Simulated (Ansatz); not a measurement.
A series in volume scale on Ag

All results are calculated (Ansatz 0.2.0). Periodic Kohn-Sham DFT of a crystal at fixed atoms, scaled to volume_scale times the given cell; pressure positive in compression, energy less spherical unpolarised free atoms, largest_vzz the field gradient of largest size among the nuclei.

The cell before it is scaled or strained (space group Fm-3m, No. 225):
```
CELL_PARAMETERS angstrom
0.00000 2.04310 2.04310
2.04310 0.00000 2.04310
2.04310 2.04310 0.00000
ATOMIC_POSITIONS crystal
Ag 0.00000 0.00000 0.00000
```

Settings of every row: method frozen-core PAW; functional LDA; relativity scalar; k mesh 15x15x15; filling fermi-dirac; smearing width 0.05 eV; wave cutoff 420 eV; paw set soft_2.

Atom start moment: 0 on all atoms.

Limits: PAW files made with PBE.

```
row  volume scale  V (Å³/atom)  pressure (GPa)
  1          0.94       16.033          -0.331
  2        0.9405       16.042          -0.404
  3          0.96       16.375           -3.05
  4          0.97       16.545               ?
  5          0.98       16.716           -5.41
  6             1       17.057          -7.452
  7          1.01       17.227          -8.366
  8          1.02       17.398          -9.214
  9          1.03       17.569          -9.998
 10          1.04       17.739         -10.722
 11          1.06        18.08         -12.003
```

Question: what pressure should row 4 give?

Worked fit of pressure. Take u = (V_r/V)^(2/3) − 1 with V_r = 17.142 Å³ an atom, which is twice the finite (Eulerian) strain; such expansions in the strain, on which the Birch-Murnaghan equation of state is built, carry the rest volume and the bulk modulus. The shown rows have u = 0.0456, 0.04521, 0.03099, 0.01692, 0.00332, -0.00329, -0.00983, -0.01627, -0.02256, -0.03489. Least squares give pressure = −7.9173 + 137.797 × u + 608.04 × u² + 423 × u³ GPa; a parabola predicts inner rows, each left out in turn, worse (root mean square 0.0072 against 0.0019 GPa). The rows lie off it by -0.002, 0.002, 0.000, 0.000, 0.001, -0.002, -0.001, 0.002, -0.001, 0.000. The withheld row has u = 0.02391, so the fit gives −7.9173 + 137.797 × (0.02391) + 608.04 × (0.02391)² + 423 × (0.02391)³ = -4.269 GPa.

The calculation gave -4.272 GPa. The fit lies 0.003 GPa (0.026 % of the column's range) above it; its largest miss of a shown row is 0.002 GPa.
